GPAW 26.7.0 calculations of diamond-structure silicon (two-atom cell) under hydrostatic strain, with PBEsol, PAW data sets, a 600 eV plane-wave cutoff, an 8 × 8 × 8 k mesh and Fermi-Dirac smearing of 0.05 eV, without spin polarisation or spin-orbit coupling. Gaps are taken along the path Γ–X–W–K–Γ–L–U–W–L–K|U–X, with 80 points (100 at 20.165 Å³/atom).

```tsv
volume (Å³/atom)	shortest distance (Å)	gap on path (eV)	direct gap on path (eV)
17.840	2.263	0.243	2.559
18.979	2.310	0.367	2.540
19.566	2.334	0.424	2.530
20.165	2.357	0.476	2.518
20.776	2.381	0.527	2.505
21.399	2.404	0.574	2.378
22.683	2.451	0.659	1.954
```

Stretching the silicon crystal equally in all directions widens one gap and narrows the other. The gap on path, the distance from the highest filled to the lowest empty level anywhere on the chosen path of wavevectors, grows from 0.243 to 0.659 eV. The direct gap on path, for which both levels must share one wavevector, shrinks at every step, but unevenly: it loses only 0.054 eV over the first five rows and 0.551 eV over the last two steps. Both trends follow from the fact that each gap is a difference between two levels that move at different rates.

The rows at 18.979 and 21.399 Å³/atom show this motion. Absolute energies in two crystals of different volume have no common zero, so each level is measured here from the bottom of its own valence band. On going to the larger volume, the top of the valence band sinks by 0.83 eV. The lowest conduction level on the mesh of wavevectors, in a valley on the way from the zone centre Γ to the boundary point X, sinks by only 0.63 eV. The filled level drops away faster than the empty one, and the indirect gap opens by about 0.2 eV.

Bonding theory suggests a reason for the common direction and the different rates. The valence bottom is the most strongly bonding level, so it loses most when longer bonds weaken the overlap between neighbouring atoms. Seen from this rising floor, the other levels come down. An antibonding state made of s orbitals has a node across every bond, gains from the stretching and comes down furthest. The valence top is bonding too, but less strongly than the bottom. The valley state is expected to keep much of its charge in the open spaces of the diamond lattice, where overlap between more distant atoms helps to hold it low. Stretching weakens that hold as well, and if this costs the valley more than the longer bonds cost the valence top, the valley comes down least. The calculated shifts have this order, but they do not prove the reason, because the shapes of the orbitals were not examined.

For the indirect gap, the useful measure is the slope against $\ln V$, where $V$ is the volume per atom. Near 20.165 Å³/atom, the only row close to zero pressure, it is about 1.7 eV, so one per cent more volume adds roughly 0.017 eV. The slope falls from 2.0 eV at the compressed end to 1.5 eV at the stretched end, which would fit overlaps that respond less strongly at larger distances. A straight line fitted to all seven rows therefore misses by up to 0.014 eV, and a quadratic term removes nearly all of that error. The densest row belongs to this curve only as a calculation, because real silicon would already have left the diamond structure at its calculated pressure of 14.4 GPa.

The direct gap needs a different description, because three transitions compete to be the smallest. At Γ, an electron can go from the valence top to a group of three p-like levels of equal energy, the triplet, or to a single s-like antibonding level, the singlet. The third transition lies near L, the boundary point along the body diagonal. Between the two rows followed here, the triplet transition has a slope of only −0.4 eV per unit of $\ln V$, against −4.4 eV near L and −11 eV for the singlet. The direct gap is almost flat as long as the triplet is lowest, and it bends down once a steeper transition has passed below it.

The row at 21.399 Å³/atom lies just beyond the first such crossing. Its two transitions at Γ are 2.491 and 2.573 eV, both larger than the tabulated direct gap of 2.378 eV, so the smallest transition must be elsewhere. On the line from Γ to L, the transitions shrink from a quarter of the way onwards and reach 2.398 eV at three quarters. This points strongly to L itself, whose levels were not available. In the row before, straight lines through the two rows of levels put the triplet only about 0.02 eV below the point near L, so a small error in either could move the crossing to a neighbouring volume.

The last row tests the picture, because its levels were not used to draw the three lines. Starting from the singlet transition at 21.399 Å³/atom and following its slope gives

$$2.573 - 11.37\,\ln\frac{22.683}{21.399} \approx 1.91\ \text{eV}.$$

The table has 1.954 eV, so the estimate is about 2 % too low. The line for the point near L gives 2.145 eV, which is clearly too high. The direct gap has therefore probably moved again, from L back to Γ and into the singlet, but only the levels of this row could confirm it. The full comparison is in the output below.

The slopes are usually more reliable than the gaps themselves, because semilocal functionals such as PBEsol make gaps too small by an amount that is expected to change little under modest strain. At 20.165 Å³/atom this functional gives 0.476 eV, whereas the measured gap of silicon is roughly 1.2 eV, a recalled value. For an estimate under strain, it is better to start from a trusted gap and add the calculated change. For a direct gap, first find out which transition is smallest, at which wavevector it lies and what character its levels have, then check at every strain step that it is still the same one; a slope taken before a crossing fails after it.

Printed output of the fit:

```
Slope of indirect gap per ln V from the row before, and direct transitions from two rows of levels (eV):
     row  indirect slope  triplet  near L  singlet  lowest  lowest less table
   17.84             n/a    2.566    3.19    4.642   2.566           0.007054
  18.979           2.004     2.54   2.921    3.938    2.54            0.00046
  19.566           1.871    2.528   2.788    3.592   2.528          -0.002137
  20.165           1.724    2.515   2.657    3.249   2.515          -0.002607
  20.776           1.709    2.503   2.527    2.909   2.503          -0.001952
  21.399           1.591    2.491   2.398    2.573   2.398            0.02019
  22.683           1.459    2.467   2.145    1.911   1.911           -0.04334
fit of gap_on_path on 7 rows: constant 0.4687 +/- 0.0039, coefficient of lnv 1.732 +/- 0.053; rms 0.00874, worst 17.84 0.0136, leave-one-out rms 0.0163
fit of gap_on_path on 7 rows: constant 0.4768 +/- 0.00026, coefficient of lnv 1.724 +/- 0.0026, coefficient of lnv**2 -1.496 +/- 0.033; rms 0.000381, worst 20.165 0.000798, leave-one-out rms 0.000671
Valence top above valence bottom, change from 18.979 to 21.399 (eV): -0.8252
Conduction valley towards X above valence bottom, same change (eV): -0.6334
Triplet at Gamma above valence bottom, same change (eV): -0.8749
Singlet at Gamma above valence bottom, same change (eV): -2.19
Conduction level near L above valence bottom, same change (eV): -1.248
Upper valence level near L above valence bottom, same change (eV): -0.7257
Slope of triplet transition per ln V (eV): -0.4135
Slope of transition near L per ln V (eV): -4.353
Slope of singlet transition per ln V (eV): -11.37
Rise of indirect gap over all rows (eV): 0.416
Fall of direct gap over the first five rows (eV): 0.054
Fall of direct gap over the last two steps (eV): 0.551
```
